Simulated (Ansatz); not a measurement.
# Cu3Pd: energy above lowest point against volume scale

Results calculated with Ansatz 0.2.0, not measured. Free energy against uniform scaling of the volume at fixed shape and fractions; periodic cell, basis, potentials, k mesh and filling as listed.

The cell before it is scaled or strained (space group Pm-3m, No. 221):
```
Cu3Pd
1.0
      3.6900     0.0000     0.0000
      0.0000     3.6900     0.0000
      0.0000     0.0000     3.6900
Cu Pd
3 1
Direct
  0.00000 0.50000 0.50000
  0.50000 0.00000 0.50000
  0.50000 0.50000 0.00000
  0.00000 0.00000 0.00000
```

Settings of every row: functional PBEsol; dispersion none; potentials PAW; wave cutoff 470 eV; density cutoff 1880 eV; k mesh 6x6x6; k shift 0x0x0; occupations methfessel paxton; smearing width 0.1 eV; spin none.

Limits: coarse k mesh, up to 40 meV an atom off.

| row | volume scale | V (Å³/atom) | energy above lowest point (meV/atom) |
| --- | --- | --- | --- |
| 1 | 0.88 | 11.054 | 69.9 |
| 2 | 0.92 | 11.556 | 19.1 |
| 3 | 0.96 | 12.058 | 0 |
| 4 | 1 | 12.561 | 5.6 |
| 5 | 1.04 | 13.063 | 30.3 |
| 6 | 1.08 | 13.566 | ? |
| 7 | 1.12 | 14.068 | 119.7 |

Question: what energy above lowest point should row 6 give?

Worked fit of energy above lowest point. Take u = (V_r/V)^(2/3) − 1 with V_r = 12.309 Å³ an atom, which is twice the finite (Eulerian) strain; such expansions in the strain, on which the Birch-Murnaghan equation of state is built, carry the rest volume and the bulk modulus. The shown rows have u = 0.07432, 0.04298, 0.01383, -0.01342, -0.03886, -0.0852. Least squares give energy above lowest point = 0.15 − 214.3 × u + 14789 × u² + 9775 × u³ meV/atom; a parabola predicts inner rows, each left out in turn, worse (root mean square 1.6 against 0.14 meV/atom). The rows lie off it by 0.0, 0.1, 0.0, -0.1, 0.1, 0.0. Its lowest point lies at u = 0.0072, or V = 12.18 Å³ an atom, and the curvature there gives the bulk modulus at fixed shape and fractions, B = (4/9)(1 + u)² E″(u)/V = 178 GPa. The withheld row has u = -0.06277, so the fit gives 0.15 − 214.3 × (-0.06277) + 14789 × (-0.06277)² + 9775 × (-0.06277)³ = 69.5 meV/atom.

The calculation gave 69.5 meV/atom. The fit meets it to the printed digit.
